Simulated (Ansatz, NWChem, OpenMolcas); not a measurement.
**How basis sets differ on BOF (fluoro(oxo)borane)**

The species is BOF (3 atoms), meant as a singlet with charge 0. As SMILES, `O=BF`. Geometry: relaxed at PBE0-D4/def2-TZVP.

```xyz
3

O     0.9831   -0.5651    0.4799
B     0.0203   -0.0116    0.0099
F    -1.0034    0.5768   -0.4898
```

Each level gives the HOMO–LUMO gap (eV). The values are calculated.

| level | kind | program | value (eV) | CPU time |
| --- | --- | --- | --- | --- |
| PBE0/STO-3G | global hybrid | OpenMolcas | 12.18 | 3.4 s |
| PBE0/6-31G** (spherical functions) | global hybrid | OpenMolcas | 10.89 | 5.3 s |
| PBE0/def2-SVP | global hybrid | Ansatz | 10.27 | 1.3 s |
| PBE0/cc-pVTZ | global hybrid | NWChem | 10.16 | 18 s |

The values span 10.16 to 12.18 eV. Orbital gaps aren't excitation energies. Times are those of the runs behind each value, whatever else they computed, on shared processors of several kinds: orders of magnitude only.

The gap narrows with each step from the minimal basis to the triple-zeta set, and most of the drop comes on leaving STO-3G. The occupied frontier orbitals of linear FBO are π-type and weighted towards oxygen, while the empty levels have large boron character and reach further out. A minimal basis gives these orbitals no radial freedom, and the empty ones probably suffer most, which would explain the overestimate of 12.18 eV.

Size alone doesn't settle the result: 6-31G** and def2-SVP are both polarised split-valence sets, yet they differ by more than def2-SVP and cc-pVTZ do. This suggests that the outer valence exponents matter as much as the number of functions. The closeness of def2-SVP to cc-pVTZ may owe something to cancelling shifts in the two frontier levels.

Nor does 10.16 eV mark the basis-set limit, since none of the sets has diffuse functions, and these could lower a weakly bound or unbound LUMO considerably further.
